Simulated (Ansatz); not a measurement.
# The HOMO–LUMO gap down a group: C to Ge

One atom is swapped for its congeners: SnH3(CH3); SiH3(SnH3); GeH3(SnH3). All are singlets with charge 0.

Shapes, held fixed at every level: PBE0-D4/def2-TZVP. Programs: Ansatz 0.2.0. Values in eV.

```
                level  SnH3(CH3)  GeH3(SnH3)
     SPW92/def2-TZVPP       6.79        5.81
 r2SCAN-D4/def2-TZVPP       7.56        6.54
  BHLYP-D4/def2-TZVPP      10.32        9.40
   PBE0-D4/def2-TZVPP       8.68        7.76
r2SCAN0-D4/def2-TZVPP       9.20        8.15
   wB97X-V/def2-TZVPP      12.68       11.75
   wB97M-V/def2-TZVPP      12.12       11.23
```

Estimate the column for SiH3(SnH3) from its neighbours.

The mean of the neighbours at wB97M-V/def2-TZVPP is 11.68 eV, against 11.35 from the run: the member lies nearer Ge. All rows: SPW92/def2-TZVPP 5.97; r2SCAN-D4/def2-TZVPP 6.73; BHLYP-D4/def2-TZVPP 9.59; PBE0-D4/def2-TZVPP 7.93; r2SCAN0-D4/def2-TZVPP 8.35; wB97X-V/def2-TZVPP 11.95; wB97M-V/def2-TZVPP 11.35 eV. At wB97M-V/def2-TZVPP the HOMO–LUMO gap falls at every step, from 12.12 to 11.23 eV. Every level shows the same order. For atoms past krypton def2 sets carry core potentials with scalar relativity. Relativity is left out for Ge unless named. Orbital gaps aren't excitation energies, and the LUMO depends on the basis.

Replacing carbon by silicon accounts for most of the narrowing, while going on to germanium changes the gap only slightly, and this holds in every row. The linear estimate therefore fails because carbon is the outlier, not because silicon is. Carbon's compact, strongly electronegative 2p shell makes a short, polar bond to tin with a deep σ level and a high σ* level. Silicon and germanium bind tin through more diffuse p orbitals with weaker overlap, so the Sn–Si or Sn–Ge σ bond probably forms the HOMO and lies higher. The two resemble each other because the filled 3d shell of germanium screens its nuclear charge poorly, which holds back the growth in size and keeps its electronegativity close to silicon's. The small remaining drop thus probably reflects weaker overlap rather than bond polarity. The choice of functional shifts the gap far more than the substitution does, probably through the differing share of exact exchange, so the order is well supported but no absolute gap is. Gaps alone don't show how much of the narrowing comes from the HOMO and how much from the LUMO.
